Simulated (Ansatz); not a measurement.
**Calibrating wB97X-V/def2-TZVPP on molecular compounds of Sn**

The vertical ionisation energy (cation less neutral) in eV of 7 molecular compounds of Sn: x at wB97X-V/def2-TZVPP, y at CCSD(T)/def2-TZVPP. Shapes, held fixed at every level: PBE0-D4/def2-TZVP. Flexible molecules stand in one conformer, not always the lowest. Programs: Ansatz 0.2.0.

| molecule | x (eV) | y (eV) |
| --- | --- | --- |
| C2H7FSSn (SMILES C[S][SnH]([CH3])[F]) | 9.16 | 9.13 |
| C2H6Cl2S2Sn (SMILES C[S][Sn]([Cl])([Cl])[S]C) | 9.50 | 9.39 |
| SnH3(SH) | 9.59 | 9.51 |
| SnH3(NH2) | 9.60 | 9.55 |
| C2H6F2O2Sn (SMILES C[O][Sn]([F])([F])[O]C) | 10.92 | ? |
| SnH3Cl (SMILES [Cl][SnH3]) | 11.18 | 11.09 |
| SnH2(CF3)F | 11.51 | 11.58 |

Fit y = c + s·x to the known rows and predict y for C2H6F2O2Sn.


1. Means of the 6 rows: x = 10.0900, y = 10.042.
2. Σ(Δx)² = 4.9076, Σ(Δx·Δy) = 5.0662, so the slope is 5.0662/4.9076 = 1.0323.
3. Intercept: 10.042 − (1.0323) × 10.0900 = -0.374. The largest residual of the fit is 0.077.
4. C2H6F2O2Sn: -0.374 + 1.0323 × 10.92 = 10.90 eV.

CCSD(T)/def2-TZVPP gives 11.02 eV, so the prediction is off by -0.12 eV, more than the largest residual. Uncorrected, wB97X-V/def2-TZVPP misses it by -0.10 eV, and the other rows by 0.07 on average. The line makes this one worse. Left out in turn, the other rows are missed by 0.08 eV on average, worse than no correction. Cations run unrestricted. For atoms past krypton def2 sets carry core potentials with scalar relativity. Outer-core shells of Sn are correlated, in sets that cover them unevenly.

The ionisation energies follow the orbital that most likely loses the electron. The thiolates and the amide lie lowest, as expected for sulfur 3p and nitrogen 2p lone pairs. Chlorine holds its lone pairs more tightly, which puts SnH3Cl higher. In SnH2(CF3)F, at the top, the hole probably sits in Sn–C and Sn–H bonding orbitals stabilised by the electron-withdrawing groups. The dimethoxide fits this picture, with oxygen 2p lone pairs bound more tightly than those of sulfur.

The functional's error does not follow the same order. It overestimates five of the fitted rows but underestimates SnH2(CF3)F, and it also underestimates the dimethoxide. SnH3Cl and SnH2(CF3)F, which largely fix the slope, err in opposite directions, so a line in the ionisation energy alone cannot capture the error, which may depend on how each method treats relaxation and correlation around the particular hole. The data support wB97X-V as a close stand-in for CCSD(T) here, but not a transferable linear correction, least of all to alkoxides, since no fitted compound contains oxygen.
